Oxygen withdraws electrons, so a naive guess puts the highest alkene carbon shift next to the acetate oxygen and lets the shifts fall steadily along the chain. The calculation for this germyl-substituted dienyl acetate, AcO–C5H=C6H–C7H=C8H–GeH₃, gives something else. The shifts alternate.

GIAO shifts of the germyl dienyl acetate AcO–CH=CH–CH=CH–GeH₃ relative to TMS, computed with PySCF 2.14.0 and tblite 0.8.0 at the B3LYP/6-31G(d) level on GFN2-xTB geometries, without solvent. The average runs over both conformers kept, with Boltzmann weights at 298.15 K from B3LYP-D3(BJ)/6-31G(d) energies and GFN2-xTB free-energy terms.

| atom | nucleus | count | shift in conformer 1 (ppm) | shift in conformer 2 (ppm) | averaged shift (ppm) |
| --- | --- | --- | --- | --- | --- |
| 1 | 13C | 1 | 20.50 | 22.10 | 20.50 |
| 2 | 13C | 1 | 156.10 | 157.20 | 156.10 |
| 5 | 13C | 1 | 130.00 | 128.90 | 130.00 |
| 6 | 13C | 1 | 108.50 | 105.40 | 108.50 |
| 7 | 13C | 1 | 132.90 | 132.10 | 132.90 |
| 8 | 13C | 1 | 115.10 | 122.20 | 115.20 |
| 1 | 1H | 3 | 1.99 | 2.13 | 1.99 |
| 5 | 1H | 1 | 7.41 | 7.44 | 7.41 |
| 6 | 1H | 1 | 5.58 | 5.37 | 5.58 |
| 7 | 1H | 1 | 7.34 | 6.67 | 7.34 |
| 8 | 1H | 1 | 5.43 | 5.91 | 5.43 |
| 9 | 1H | 3 | 3.92 | 3.85 | 3.92 |

"Atom" is the position in the chain; a proton carries the number of the atom that bears it. C5 and C7 lie near 130 ppm, while C6 lies about 22 ppm below C5, and C8 about 18 ppm below C7. The protons on these carbons follow the same high, low, high, low order. The averaged shifts are in effect those of conformer 1, the planar form with the two double bonds pointing away from each other (s-trans), which holds 99.9 % of the population.

**Why the carbons alternate**

The acetate oxygen acts in two ways. Through the σ bond it withdraws electrons from C5 and raises that shift. Through the π system its lone pair adds density at the far end of the double bond, C6, and lowers the shift there. A vinyl group has its own alternating effect: in a simple diene the inner carbons lie higher than the terminal ones. C6 is an inner carbon and would be high, but the oxygen's donation overrides this.

A simple count puts sizes on these effects. Start from a bare alkene carbon and add rough recalled increments: for acetoxy +18 ppm at the attached carbon and −27 ppm at the next, for vinyl +14 and −7 ppm. The germyl group is set to zero, which is a simplification. One constant, the bare carbon, was fitted to the four chain carbons of conformer 1 and came out at 120.4 ppm.

For C6, which was part of that fit, the sum is 120.4 − 27 + 14 = 107.4 ppm, against 108.5 ppm in the full calculation. The typical miss over the four carbons is about 1.4 ppm, and it grows to 10 ppm or more if either substituent is left out, as the output below shows. Within this simple count, the pattern needs both groups. The model is least secure at C8, where a real germyl effect could be offset by oxygen donation reaching that far. The low shift of C8 is thus no proof of such long-range donation, since a plain diene already has a low terminal carbon.

**Why H7 is so high**

H5 sits on the carbon that bears oxygen, yet H7, two carbons further on, has almost the same shift (7.41 and 7.34 ppm). Geometry offers an explanation. The oxygen and C7 are on the same side of the C5=C6 bond, and in conformer 1 H7 points back towards the oxygen, at roughly 2.4 Å if ideal bond angles are assumed. An oxygen atom this close repels the electrons around a proton and raises its shift.

In conformer 2 the diene is turned, H7 moves away to about 3.7 Å, and its shift drops to 6.67 ppm. That is the largest change of any proton. It fits the oxygen contact but does not isolate it, because the whole diene turns as well. Even then H7 stays above H6 and H8, so the contact can explain only part of its high shift. Its place on an inner carbon matters too: in a plain diene the inner protons already lie higher than the terminal ones. The isomer with the acetoxy group on the other side of C5=C6 would be a cleaner test: its carbons should still alternate, but H7 should lose this extra shift.

**What turning the diene does to C6 and C8**

The irregular feature is that C8 rises by 7.1 ppm in conformer 2 while C6 falls by 3.1 ppm. One possible reading is that the twist hinders the flow of π density from the oxygen to C8, so that more of it stays at C6. The attached protons move in the same directions, and at both positions the carbon changes about 15 times as much as its proton, close to the usual rule for a change in π charge. Two ratios are thin evidence, however. H6 also lies beside the germyl group in conformer 1 and turns away from it in conformer 2, which could change its shift without any change in π charge. The twist is also modest enough to leave most of the π overlap in place, so weaker donation may be only part of the cause.

Crowding may contribute too. With ideal angles, conformer 2 would place germanium only about 2 Å from the ester oxygen, so the molecule must open its angles to relieve the strain. The distortion could itself shift C8. The strain may also help to make this form scarce, but it is not the only reason: plain butadiene, without such crowding, also has a twisted and less stable second form.

**What to do with the numbers**

- Use the alternation to separate C5 and C7 from C6 and C8. It holds in both conformers found, so it doesn't depend on their exact populations, though the search may have missed a further rotamer.
- Don't assign C5 against C7, or H5 against H7, from these shifts alone. A long-range carbon–proton correlation from H5 to the ester carbonyl can settle it.
- Don't read the shifts as absolute predictions. The ester carbonyl, at 156.1 ppm, lies well below the usual value of roughly 170 ppm, a systematic error of unscaled shifts at this level.
- Take most care with C8 and the GeH₃ protons. Both are bonded directly to germanium, whose spin-orbit coupling was left out.

Numerical output:

```
fitted bare alkene carbon, ppm: 120.4
additive model for C5, C6, C7, C8, ppm: 131.4, 107.4, 134.4, 113.4
model less computed shift for C5, C6, C7, C8, ppm: 1.375, -1.125, 1.475, -1.725
rms miss with vinyl and acetoxy increments, ppm: 1.441
rms miss with vinyl increments alone, ppm: 15.25
rms miss with acetoxy increments alone, ppm: 10.42
computed C5 less C6 in conformer 1, ppm: 21.5
computed C7 less C8 in conformer 1, ppm: 17.8
change from conformer 1 to conformer 2:
  row  change_ppm
    1         1.6
    2         1.1
    5        -1.1
    6        -3.1
    7        -0.8
    8         7.1
    1        0.14
    5        0.03
    6       -0.21
    7       -0.67
    8        0.48
    9       -0.07
carbon change over proton change at position 6: 14.76
carbon change over proton change at position 8: 14.79
estimated H7 to O4 distance in conformer 1, angstrom: 2.433
estimated H7 to O4 distance in conformer 2, angstrom: 3.739
Ge to O4 distance in conformer 2 if no angle opened, angstrom: 1.996
free-energy gap if the minor weight is 0.15 %, kJ/mol: 16.12
free-energy gap if the minor weight is 0.05 %, kJ/mol: 18.84
GFN2-xTB energy gap, kJ/mol: 6.644
shift that 0.1 % of conformer 2 adds at C8, ppm: 0.0071
```
